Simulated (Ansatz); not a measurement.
## Ta: the change of pressure and energy above lowest point with volume per atom

Results calculated with Ansatz 0.2.0 development build, not measured. Equation of state of a cubic crystal from periodic Kohn-Sham density functional theory without spin; pressure corrected for the finite basis.

Cell of the first row (space group Im-3m, No. 229):
```
CELL_PARAMETERS angstrom
-1.61430 1.61430 1.61430
1.61430 -1.61430 1.61430
1.61430 1.61430 -1.61430
ATOMIC_POSITIONS crystal
Ta 0.00000 0.00000 0.00000
```

Settings of every row: formula Ta; structure type bcc; functional r2SCAN; spin treatment none; k mesh 14x14x14; occupation method fermi-dirac; occupation width 0.1 eV; wave cutoff 700 eV; datasets hard PAW; density cutoff ratio 4; xc grid level 2.

Limits: modest k-mesh, values are not fully converged in k; pseudopotentials made with PBE, not this functional; the SCF threshold is loose for a stress in some rows; no spin-orbit coupling, which can matter with elements this heavy.

```
row  volume per atom (Å³)  pressure (GPa)  energy above lowest point (meV/atom)
  1                16.828          16.154                                 57.19
  2                17.377           8.162                                 15.89
  3                17.926           1.297                                     0
  4                18.474          -4.583                                  5.88
  5                19.023               ?                                     ?
```

Question: what pressure and energy above lowest point should row 5 give?

Worked fit of pressure. Take u = (V_r/V)^(2/3) − 1 with V_r = 17.651 Å³ an atom, which is twice the finite (Eulerian) strain; such expansions in the strain, on which the Birch-Murnaghan equation of state is built, carry the rest volume and the bulk modulus. The shown rows have u = 0.03234, 0.01048, -0.01025, -0.02992. Least squares give pressure = 4.6051 + 331.112 × u + 803.51 × u² GPa; a straight line predicts inner rows, each left out in turn, worse (root mean square 0.49 against 0.0031 GPa). The rows lie off it by 0.000, -0.001, 0.001, -0.001. The pressure vanishes at u = -0.0144, or V = 18.04 Å³ an atom, and there the bulk modulus at fixed shape and fractions is B = −V dP/dV = (2/3)(1 + u) dP/du = 202 GPa. The withheld row has u = -0.04868, so the fit gives 4.6051 + 331.112 × (-0.04868) + 803.51 × (-0.04868)² = -9.609 GPa.

The calculation gave -9.632 GPa. The fit lies 0.023 GPa (0.089 % of the column's range) above it; its largest miss of a shown row is 0.001 GPa. This row lies beyond the range of the fit.

Worked fit of energy above lowest point. Take u = (V_r/V)^(2/3) − 1 with V_r = 17.651 Å³ an atom, which is twice the finite (Eulerian) strain; such expansions in the strain, on which the Birch-Murnaghan equation of state is built, carry the rest volume and the bulk modulus. The shown rows have u = 0.03234, 0.01048, -0.01025, -0.02992. Least squares give energy above lowest point = 5.025 + 760.33 × u + 26367.2 × u² meV/atom; a straight line predicts inner rows, each left out in turn, worse (root mean square 16 against 0.0029 meV/atom). All shown rows lie on it to the printed digit. Its lowest point lies at u = -0.0144, or V = 18.04 Å³ an atom, and the curvature there gives the bulk modulus at fixed shape and fractions, B = (4/9)(1 + u)² E″(u)/V = 202 GPa. The withheld row has u = -0.04868, so the fit gives 5.025 + 760.33 × (-0.04868) + 26367.2 × (-0.04868)² = 30.50 meV/atom.

The calculation gave 30.44 meV/atom. The fit lies 0.06 meV/atom (0.1 % of the column's range) above it; its largest miss of a shown row is 0.00 meV/atom. This row lies beyond the range of the fit.
